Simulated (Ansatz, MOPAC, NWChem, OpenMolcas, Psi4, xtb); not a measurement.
## GeSiH5 (SMILES [SiH2][GeH3]): methods side by side

GeSiH5, doublet, SMILES `[SiH2][GeH3]`. Each level relaxes the structure for itself.

Each level gives the zero-point energy at each level's own minimum (kJ/mol). The values are calculated.

```json
{"level": "MNDO", "kind": "semi-empirical", "program": "MOPAC", "value (kJ/mol)": "101.0"}
{"level": "PM3", "kind": "semi-empirical", "program": "MOPAC", "value (kJ/mol)": "85.5"}
{"level": "PM7", "kind": "semi-empirical", "program": "MOPAC", "value (kJ/mol)": "98.7"}
{"level": "GFN2-xTB", "kind": "semi-empirical", "program": "xtb", "value (kJ/mol)": "94.3"}
{"level": "UHF/3-21G", "kind": "Hartree–Fock", "program": "OpenMolcas", "value (kJ/mol)": "102.8"}
{"level": "UHF/6-31G* (Cartesian functions)", "kind": "Hartree–Fock", "program": "OpenMolcas", "value (kJ/mol)": "106.6"}
{"level": "UPBE0-D3(BJ)/def2-SVP", "kind": "global hybrid", "program": "NWChem", "value (kJ/mol)": "100.1"}
{"level": "UPBE0-D4/def2-TZVP", "kind": "global hybrid", "program": "Ansatz", "value (kJ/mol)": "100.0"}
{"level": "UB3LYP-D3(BJ)/def2-SVP (density fitting)", "kind": "global hybrid", "program": "Psi4", "value (kJ/mol)": "99.4"}
```

All-electron rows without a relativistic Hamiltonian named are non-relativistic. Harmonic and unscaled. The values span 85.5 to 106.6 kJ/mol.

The three hybrid functionals agree closely, at 99.4 to 100.1 kJ/mol, while both Hartree–Fock values lie above every other entry. Most of the zero-point energy of this silyl-type radical comes from its Si–H and Ge–H stretches and the associated bends, because hydrogen is light. The Si–Ge stretch and the torsion about that bond involve soft motions and add little. The total therefore mainly measures how stiff each method makes the bonds to hydrogen, and the Hartree–Fock excess probably reflects missing electron correlation, which leaves the potential wells too steep.

The semi-empirical methods show no common offset: MNDO lies slightly above the hybrids, PM7 slightly below, GFN2-xTB lower still, and PM3 is the clear outlier at 85.5 kJ/mol. The closeness of MNDO and PM7 to the hybrids does not establish that their individual frequencies are sound, since errors in stretches and bends can cancel in the sum. Nor do these values show whether the unpaired electron would be better placed on silicon or on germanium, which would require the isomeric germyl-type radical.
